Student: I was told that the C 1s shift of C2H2 against C2H6 is the energy of an ordinary ion-molecule reaction. A core hole costs hundreds of eV. How can chemistry know about it?

Lecturer: Begin with bookkeeping. Gas phase, energies in hartree (Eh), binding energy positive: BE(A) = E(A*⁺) − E(A), the star marking a 1s hole on one carbon. Then BE(A) − BE(B) is the energy of A + B*⁺ → A*⁺ + B. From outside, a carbon nucleus with one 1s electron has charge +5, as does a nitrogen nucleus with two. Let A(Z+1)⁺ be the ion with that nitrogen core and the same valence electrons, and define the core-exchange energy X(A) = E(A*⁺) − E(A(Z+1)⁺). Then, identically,

BE(A) − BE(B) = ΔE + X(A) − X(B),

with ΔE the energy of A + B(Z+1)⁺ → A(Z+1)⁺ + B. Jolly and Hendrickson (1970) assumed that X is the same in every molecule. For your pair the reaction is

C2H2 + CH3NH3⁺ → HCNH⁺ + C2H6.

Student: So everything hides in X. Is it small?

Lecturer: No. For bare cores, nonrelativistic, C⁵⁺ 1s¹ has −6²/2 = −18, and N⁵⁺ 1s² with one optimised exponent ζ = 7 − 5/16 = 6.6875 has −ζ² = −44.72. So X₀ = 26.72 Eh, or 727 eV. It has to be constant, not small.

Student: Constant on the scale of a chemical shift? Show me.

Lecturer: Give each carbon four valence orbitals, each in one two-centre bond that holds two non-interacting electrons. Put the carbon level at 0, the partner level at d, the hopping at −t. A core of one more positive charge lowers the four levels on its atom by U. The bond matrix has diagonal −U and d, off-diagonal −t. Twice its lower eigenvalue is

e(U) = d − U − S(U), S(U) = √((d + U)² + 4t²).

The population on the perturbed atom is −de/dU = 1 + q, with q = (d + U)/S. The binding energy is the bare-core value I₀ plus the change in the four bonds at that atom,

BE = I₀ − 4U + Σ f, f = S(0) − S(U).

In C2H2 the four are C–H, σ, π, π; in C2H6 they are σ and three C–H. I give both molecules the same σ and C–H parameters, so σ and one C–H cancel. With d = 0 for the carbon-carbon bonds, and d from now on meaning the C–H value,

shift = 2(f_π − f_H) = 2[2t_π − √(U² + 4t_π²) − √(d² + 4t_H²) + √((d + U)² + 4t_H²)].

Student: Numbers.

Lecturer: Illustrative inputs of typical size: t_π = 0.10, t_H = 0.25, t_σ = 0.30, d = 0.10, and U = 0.10, an effective value that stands in for the valence repulsion I left out. Then f_π = 0.2 − 0.2236 = −0.0236 and f_H = 0.5099 − 0.5385 = −0.0286, so the shift is +0.0100 Eh.

Now the reaction, from total energies, with the nitrogen core lowering the levels by the same U. Bond energies, unperturbed and then perturbed: C–H −0.4099 and −0.5385, σ −0.6 and −0.7083, π −0.2 and −0.3236. Summing all bonds, spectators included:

C2H2 −1.8198, HCNH⁺ −2.3039, C2H6 −3.0594, CH3NH3⁺ −3.5535.

Each side of the reaction has three carbon cores and one nitrogen core, so core energies drop out, and ΔE = −2.3039 − 3.0594 + 1.8198 + 3.5535 = +0.0100 Eh.

Student: Naturally. You used the same U twice. That is a tautology.

Lecturer: It identifies the sufficient condition. If the valence Hamiltonian is the same around both cores, then X = X₀ in both molecules and the result is exact. That argument never used the independence of the bonds: add valence repulsion or long-range electrostatics, and at fixed geometry it still holds, provided the valence electrons and the other atoms feel only the net core charge. Notice also what ΔE carries. To first order in U, f = −U q(0), the frozen-orbital term. It vanishes for π, while C–H has q(0) = 0.1961, which contributes +2U q(0) = +0.0392 to the shift. The remainder, −0.0292, is relaxation, larger in the soft π bonds. The reaction energy contains both without separating them.

Student: Two large terms nearly cancel. Should I trust the sign?

Lecturer: Not as a prediction for the real molecules. With the other inputs fixed, the shift vanishes at d = 0.072 and is negative below. An sp carbon would also have another d than an sp³ carbon. The model tests the equality of shift and ΔE, which holds for any inputs.

Student: Then break the equality. The two cores cannot look identical to an electron that penetrates them.

Lecturer: Let the nitrogen core lower the levels by U + δ. Then

X = X₀ + Σ[δ + S(U + δ) − S(U)].

The term 4δ is common to both molecules. What survives is

X(C2H2) − X(C2H6) = 2[S_π(U + δ) − S_π(U)] − 2[S_H(U + δ) − S_H(U)] ≈ 2δ(q_π − q_H),

with q taken in the ions. So the rule survives unequal cores to first order if the substituted atom holds the same valence population in both ions.

Student: And δ is another number you choose?

Lecturer: It can be estimated. Take a frozen Slater 2p orbital of exponent η = 1.95, from Slater's rules for nitrogen, and let s = η + ζ. A core with N electrons in a 1s orbital of exponent ζ and net charge 5 gives the potential energy −5/r − N exp(−2ζr)(ζ + 1/r). The 2p average of the short-range factor is g = (η/s)⁵(ζ + s/2), and the 1s–2p exchange integral is K = (28/3) ζ³η⁵/s⁷. Around the nitrogen core the electron gains 2g = 0.0129, and K = 0.0219 from the one core electron of its spin. Around the carbon hole, ζ = 6, it gains g = 0.0089, and K/2 = 0.0142 averaged over the two spins of a paired bond. The difference is δ ≈ 0.012. A 2s component would have another δ, so using one value for all four orbitals fixes only the order of magnitude.

With δ = 0.012, q_π = 0.447 and q_H = 0.371, the first-order form gives 0.0018 and the closed form 0.0021 Eh. The model shift stays 0.0100 and ΔE falls to 0.0079. In eV: shift 0.27, reaction 0.22, departure 0.06. Of the 727 eV in X, only that much depends on the molecule here, yet it is about a fifth of so small a shift.

Student: The carbons are equivalent. Why may the hole sit on one of them?

Lecturer: The model has no core-core hopping. Add one, τ, and at symmetric geometry the two localised hole states mix into g and u combinations at ±τ about the localised energy. The Z+1 ion knows nothing of τ, so ΔE belongs to the mean of the pair. The splitting is approximately 0.1 eV in C2H2, with its short bond, and smaller in C2H6. Reading one component for the mean moves the shift by half of that, which rivals the δ term.

Student: Last objection. Tabulated heats refer to relaxed ions, and your model has no geometry.

Lecturer: Then pair like with like. Ions held at the neutral geometry give the vertical shift; relaxed ions with zero-point energy give the shift of the adiabatic line, apart from the small change of zero-point energy with the nitrogen mass. The distinction matters. With a typical stretch constant k ≈ 0.3 Eh/a₀² and a typical shortening Δr ≈ 0.1 a₀ from C–H to N–H, each such bond releases kΔr²/2 = 0.0015 Eh. CH3NH3⁺ has two more of them than HCNH⁺, which raises the adiabatic shift over the vertical one by 0.003 Eh, about 0.08 eV, before the carbon-carbon bonds and the angles are counted. Heat against energy is milder: each side has two particles, one linear and one not, so for ideal gases with classical rotation the pV, translational and rotational terms cancel, and only the thermal energy of vibration and torsion separates ΔH from the zero-kelvin ΔE.